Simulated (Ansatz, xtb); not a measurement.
# BFH6O2Si2: 4 structures ranked

4 gas-phase structures of BFH6O2Si2, from a drawn sample of its isomers (lower ones may exist). Each was relaxed with GFN2-xTB; where two conformers were screened, the lower at r2SCAN-D4/def2-SVP is listed:

A. `BO[Si@@H](F)O[SiH3]`, a singlet
B. `FBO[SiH2]O[SiH3]`, a singlet
C. `BO[SiH2]O[SiH2]F`, a singlet
D. `F[SiH2]OBO[SiH3]`, a singlet

Question: Estimate their order in r2SCAN-D4/def2-SVP energy at these geometries, lowest first.

Answer: Calculated order at r2SCAN-D4/def2-SVP: B (0.000), D (0.002), A (0.252), C (0.395) eV. Less than 1 kcal/mol parts B and D, so the order within that pair means little.

Energies above the lowest of each column, in eV; the last columns are at PBE0-D4/def2-SVP geometries and were run for some of them only (a dash: not run or not comparable):

```tsv
structure	GFN2-xTB	HF/STO-3G	r2SCAN-D4/def2-SVP	PBE0-D4/def2-SVP	CCSD(T)/def2-SVP + ΔMP2/def2-TZVPP
B	0.342	0.000	0.000	0.042	0.023
D	0.000	0.081	0.002	0.000	0.000
A	0.233	0.964	0.252	–	–
C	0.102	1.189	0.395	–	–
```

CCSD(T)/def2-SVP + ΔMP2/def2-TZVPP has B and D within 1 kcal/mol of each other at the bottom, and every level picks one of them. CCSD(T)/def2-SVP + ΔMP2/def2-TZVPP orders those it was run on as D (0.000), B (0.023) eV. Less than 1 kcal/mol parts D and B, so the order within that pair means little. Some further structures that were screened fall inside this span and aren't listed. Flexible structures stand in one conformer each, not always the lowest. B keeps a small imaginary mode. D keeps a small imaginary mode. Frequencies (GFN2-xTB) were run for B, D alone. ΔMP2 is the change of the MP2 energy from the smaller to the larger basis.

Over these structures GFN2-xTB departs from r2SCAN-D4/def2-SVP by 0.167 eV on average once a common shift is removed. A GFN2-xTB relaxation took about 0.25 s and the r2SCAN-D4/def2-SVP energy about 2.9 s on a shared host (Ansatz 0.2.0, xtb 6.7.1).

The ranking follows what boron is bonded to. In B and D it carries one hydrogen and two π-donor atoms, fluorine and oxygen in B and two oxygens in D, whereas in A and C it keeps two hydrogens and a single oxygen. Lone-pair donation into the empty boron p orbital, together with strong, polar B–O and B–F bonds, accounts for the preference. B and D differ formally by exchanging B–F and Si–O bonds for B–O and Si–F bonds, a nearly balanced trade, hence their near-degeneracy.

A and C have the same bond types, so the r2SCAN-D4 preference for A probably reflects geminal stabilization: its fluorine shares a silicon with two oxygens, allowing more donation from lone pairs into polar σ* orbitals. Conformation could also contribute. GFN2-xTB reverses this pair and puts B, the only isomer with a B–F bond, at the top, which suggests that it undervalues B–F relative to Si–F bonding. The energies don't show how readily the isomers interconvert.
